A layer of fluorine lies on the (100) face of tantalum, one F atom to each surface cell. The table follows the layer as it is shifted sideways over the metal. Place u and place v are the shifts along the two edges of the square cell, counted from the position above a Ta atom of the top plane. Thus (0, 0) is the atop site, (0, 0.5) the bridge between two Ta atoms, and (0.5, 0.5) the hollow between four. At each place the F atoms find their own height, while the Ta atoms keep the positions of the clean slab.

Ansatz 0.2.0, scalar-relativistic LDA with plane waves and PAW, for F on a four-plane Ta(100) slab, one F atom per 1×1 cell, with only the F height relaxed. The runs use a 420 eV cutoff, an 8×8×1 k mesh, Gaussian smearing of 0.1 eV, no spin polarisation and a dipole correction along z. Energies are per surface cell, and the work function is that of the F-covered face.

| place u (fractional) | place v (fractional) | energy over the lowest point of the map (eV) | height over the top plane (Å) | work function (eV) |
| --- | --- | --- | --- | --- |
| 0.0000 | 0.0000 | 0.000 | 1.850 | 6.960 |
| 0.0000 | 0.1250 | 0.027 | 1.810 | 6.840 |
| 0.0000 | 0.2500 | 0.085 | 1.700 | 6.530 |
| 0.0000 | 0.3750 | 0.085 | 1.530 | 5.990 |
| 0.0000 | 0.5000 | 0.030 | 1.410 | 5.540 |
| 0.1250 | 0.1250 | 0.058 | 1.770 | 6.730 |
| 0.1250 | 0.2500 | 0.128 | 1.660 | 6.390 |
| 0.1250 | 0.3750 | 0.157 | 1.490 | 5.840 |
| 0.1250 | 0.5000 | 0.135 | 1.380 | 5.400 |
| 0.2500 | 0.2500 | 0.238 | 1.550 | 6.000 |
| 0.2500 | 0.3750 | 0.366 | 1.380 | 5.400 |
| 0.2500 | 0.5000 | 0.432 | 1.290 | 5.020 |
| 0.3750 | 0.3750 | 0.664 | 1.240 | 4.830 |
| 0.3750 | 0.5000 | 0.855 | 1.180 | 4.580 |
| 0.5000 | 0.5000 | 1.106 | 1.160 | 4.520 |

The slab is only four planes thick. Its energies are good to some 0.05 to 0.1 eV when measured against thick slabs.

**(a) Which site does the fluorine layer take, and how far can the energies be trusted to answer?**

*Solution.* Taken at face value, the table names the atop site. The bridge, however, lies only 0.03 eV higher, which is less than even the smaller estimate of the error. Part of that error is shared by the two sites and cancels in their difference, but how much cancels is untested. The order of the two sites is therefore undecided.

The same comparison can be made for the path between them. Its highest computed points lie 0.085 eV above atop and 0.055 eV above the bridge. The slope of the energy changes sign between these two points, so the crest itself lies between them and a little higher. The small crest that makes the bridge a separate minimum is still only of the size of the possible error. What the map does show is a shallow valley that runs from atop to bridge, not a definite site within it.

The hollow shows what a decided question looks like. It lies 1.1 eV above atop, about ten times the larger error estimate. Within this model of a full layer on rigid tantalum, the hollow is clearly unfavourable. It is not a barrier that the layer must cross, though: the hollow is the top of the map, and the layer can pass from one atop site to the next over the bridge. Nor does the map give the barriers for a single wandering F atom, because all F atoms move together and the Ta atoms are not allowed to give way; a rigid map tends to overstate barriers.

The reason for the flat valley can be argued from the bonds. Atop, F has one Ta neighbour at 1.85 Å; at the bridge it has two, at 2.15 Å. Each of the longer contacts binds more weakly, but there are two of them, so the loss in strength per contact and the gain in number can nearly balance. When two large contributions almost cancel, a modest error in either is enough to reverse the order.

In the hollow this exchange no longer pays. The four Ta neighbours stand at the corners of a square, and its centre is $3.253/\sqrt{2} = 2.30$ Å from each corner. At any height the contacts to these four are longer than those at the bridge, and at the computed height they measure 2.58 Å. A fifth Ta atom, straight below in the second plane, is then 2.63 Å away; it lies only 1.47 Å under the top plane, so F cannot sink all the way in. A somewhat lower position would shorten all five contacts, and counting bonds does not tell why F stays as high as it does. The distances follow from the geometry; that they account for the high energy is a chemical argument, as the energy has not been split into bonds.

**(b) Does it matter which of the two sites is right? Estimate the change in work function between them by treating each F atom as a fixed charge of one electron, and compare it with the table.**

*Solution.* Fluorine draws electrons from the metal, so the surface carries a sheet of negative charge outside and a positive countercharge in the metal. An electron that leaves the metal has to cross this double layer, which costs energy. The farther out the negative sheet lies, the higher the cost. The F atoms stand 0.44 Å higher atop than at the bridge, so the work function should be larger atop.

For a charge of $q$ electrons in each cell of area $A$, the electrostatics of a parallel-plate capacitor gives

$$\Delta W = \frac{4\pi e^2 q}{A}\,\Delta h .$$

Here $\Delta W$ is the change in work function, $\Delta h$ the change in height, and $e^2 = 14.4$ eV Å in these units. With $q = 1$ and $A = 3.253^2 = 10.58$ Å², the factor before $\Delta h$ is 17.1 eV/Å. The estimate is then $17.1 \times 0.44 = 7.5$ eV.

The table gives $6.96 - 5.54 = 1.42$ eV. The sign is right, but the fixed full charge overstates the change about fivefold. To match the table, the formula would need an effective charge of only $1.42/7.5 = 0.19$ electrons.

This small number doesn't by itself mean that F holds only a fifth of an electron; no atomic charges were computed. It measures how fast the surface dipole grows between two sites, and the electrons rearrange on the way because the bonding changes. In a dense layer each F atom also sits in the field of its neighbours' dipoles, which polarises it so as to weaken its own dipole. At this spacing that effect is expected to weaken the dipole by less than a factor of two, too little to give the factor of five alone. F also stands close enough to lie in the tail of the metal's own electrons, which are expected to adjust as it moves and to screen part of the change. All these effects break the assumption of a rigid charge; their shares are not separated here.

Even so, the answer to the question is plain. An energy difference too small to be trusted separates two structures whose work functions differ by 1.4 eV. A reader who took the lowest row and quoted its work function would pass on an undecided choice of site as a definite property of the surface. How far the work functions themselves would shift on a thicker slab is untested.

An alkali layer makes a useful contrast. Its atoms give electrons to the metal, so the double layer points the other way. Moving such a layer outward with its charge unchanged would lower the work function. The sign of the trend follows from the direction of charge transfer, and any doubt about the height of the layer would carry over to the work function.

**(c) Why does the small energy difference give no warning of the large change in work function? Test the explanation on the other places of the map.**

*Solution.* The two quantities respond to different things. In the picture of part (a), the energy weighs the number of bonds against their length, and these can compensate. The dipole depends chiefly on how far the charge stands outside the metal. The response of the electrons reduces its change, as part (b) showed, but does not cancel it. If that is right, the work function should follow the height of F at every place, whatever the energy there.

Two places provide a direct test. At (0.125, 0.5) and (0.25, 0.375) the F atoms have the same height, 1.38 Å, and the same work function, 5.40 eV. Their energies nevertheless differ by 0.23 eV. In this pair the work function goes with the height and takes no notice of the energy.

A wider test uses a straight line of work function against height, drawn through the atop and bridge values alone. It predicts the other 13 places with a typical miss of 0.11 eV, small beside the 2.4 eV that the work function spans over the map. For comparison, straight lines were also fitted to all 15 places, one against height and one against energy. The line in energy misses by typically 0.42 eV, the line in height by 0.06 eV, as the output below shows.

The line in height has its own limit. At the hollow, which was not used to draw it, the line through atop and bridge lies 0.21 eV too high. For each ångström of height lost, the work function falls more from bridge to hollow than from atop to bridge, so one constant effective charge does not serve the whole map. The hollow is not special in this: the neighbouring place (0.375, 0.5) is missed by as much, and along the path from atop to bridge the slope is steepest at the low end. The work function bends as a function of height, as one would expect if the effects named in part (b) change as F sinks; the table shows the bend, not its cause. Height and sideways position also change together over most of the map, so the good fit supports the dipole picture without proving it.

The way to recognise the failure follows from this. One compares the energy gap between competing structures with the error of the energies, and then looks at how much the wanted property differs between those same structures. Here the gap is too small and the difference is large, so the site has to be settled first. That calls for both sites to be recomputed on thicker slabs with a denser k mesh and with the Ta atoms free to move; the error of the density functional and the neglect of spin polarisation would still need tests of their own.

Output of the analysis:

```
energy of bridge over atop (eV): 0.03
highest computed point on the atop-bridge line over atop (eV): 0.085
the same point over bridge (eV): 0.055
number of listed places within 0.1 eV of the lowest: 6
energy of hollow over atop (eV): 1.106
work function of atop less bridge (eV): 1.42
height of atop less bridge (angstrom): 0.44
slope of work function with height, bridge to atop (eV per angstrom): 3.227
slope of work function with height, hollow to bridge (eV per angstrom): 4.08
slope for one full electron charge per cell (eV per angstrom): 17.1
atop-bridge work function change for one full charge (eV): 7.524
effective charge from the atop-bridge slope (electron charges): 0.1887
rms miss of the atop-bridge line at the other 13 places (eV): 0.108
miss of that line at the hollow, line less computed (eV): 0.2132
F-Ta distance atop, one contact (angstrom): 1.85
F-Ta distance bridge, two contacts (angstrom): 2.153
F-Ta distance hollow, four contacts (angstrom): 2.576
distance from hollow F to the Ta below (angstrom): 2.63
energy difference of the two places with equal height 1.38 angstrom (eV): 0.231
work function difference of the same two places (eV): 0
fit of result_work_function on 15 rows: constant 0.4409 +/- 0.1, coefficient of result_height 3.569 +/- 0.069; rms 0.055, worst 0.0 -0.0878, leave-one-out rms 0.0649
fit of result_work_function on 15 rows: constant 6.367 +/- 0.16, coefficient of result_energy -2.046 +/- 0.36; rms 0.423, worst 0.0 0.765, leave-one-out rms 0.501
```
